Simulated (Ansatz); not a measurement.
## Ligand exchange: C2H3Cl2F + C3H7FSn → C2H3ClF2 + C3H7ClSn

Species: C2H3Cl2F (1,1-dichloro-1-fluoroethane) `CC(F)(Cl)Cl`, singlet; C3H7FSn `C[CH](C)[Sn][F]`, singlet; C2H3ClF2 (1-chloro-1,1-difluoroethane) `CC(F)(F)Cl`, singlet; C3H7ClSn `C[CH](C)[Sn][Cl]`, singlet. The partners trade Cl for F: C–Cl and Sn–F bonds give way to C–F and Sn–Cl.

Shapes, held fixed at every level: PBE0-D4/def2-TZVP. Flexible molecules stand in one conformer, not always the lowest. Programs: Ansatz 0.2.0. The zero-point and thermal change to 298 K, harmonic and unscaled (PBE0-D4/def2-TZVP), is +2.7 kJ/mol.

| level | kind | ΔH(298 K) (kJ/mol) | less CCSD(T)/def2-TZVPP | CPU time (sum over the molecules) |
| --- | --- | --- | --- | --- |
| HF/def2-TZVPP | Hartree–Fock | -84.8 | -24.2 | – |
| PBE-D4/def2-TZVPP | GGA | -54.6 | +6.0 | 44 s |
| B3LYP-D4/def2-TZVPP | global hybrid | -59.9 | +0.7 | 81 s |
| PBE0-D4/def2-TZVPP | global hybrid | -65.1 | -4.5 | 51 s |
| r2SCAN0-D4/def2-TZVPP | global hybrid | -69.1 | -8.5 | 85 s |
| MP2/def2-TZVPP | perturbation theory | -56.3 | +4.3 | – |
| CCSD(T)/def2-SVP | coupled cluster or CI | -74.8 | -14.2 | 2.2 min |
| CCSD(T)/def2-TZVPP | coupled cluster or CI | -60.6 | 0.0 | 69 min |

The highest level, CCSD(T)/def2-TZVPP, gives ΔH(298 K) = -60.6 kJ/mol; the levels span -84.8 to -54.6. The column of differences is taken from that level and isn't an error. No measured value is set beside it here. For atoms past krypton def2 sets carry core potentials with scalar relativity. Outer-core shells of Sn are correlated in most correlated rows, in sets that cover them unevenly. Times are processor times on shared x86 and Arm servers, and rough.

Every level makes the exchange clearly exothermic, so fluorine's preference for carbon over divalent tin in this pair is secure, though its size is less so. Both Sn–F and C–F bonds are strong and polar, so the balance depends on how much each centre gains from fluorine over chlorine. Carbon probably gains more: its compact orbitals overlap well with fluorine 2p, and a second geminal fluorine adds Coulomb attraction and lone-pair donation into the neighbouring C–F σ* orbital. The larger, softer Sn(II) centre tolerates chlorine at a smaller cost.

Hartree–Fock exaggerates the preference relative to CCSD(T)/def2-TZVPP, and MP2 removes all of the excess and overshoots slightly, by 4.3 kJ/mol, so electron correlation favours the reactant side. Coupled cluster shifts from -74.8 to -60.6 kJ/mol on enlarging the basis, so B3LYP's close match to the larger-basis value may be partly fortuitous and doesn't establish its accuracy. The gas-phase enthalpy can't be carried over directly to condensed phases, where fluoride bridging between tin centres could stabilise the reactant side.
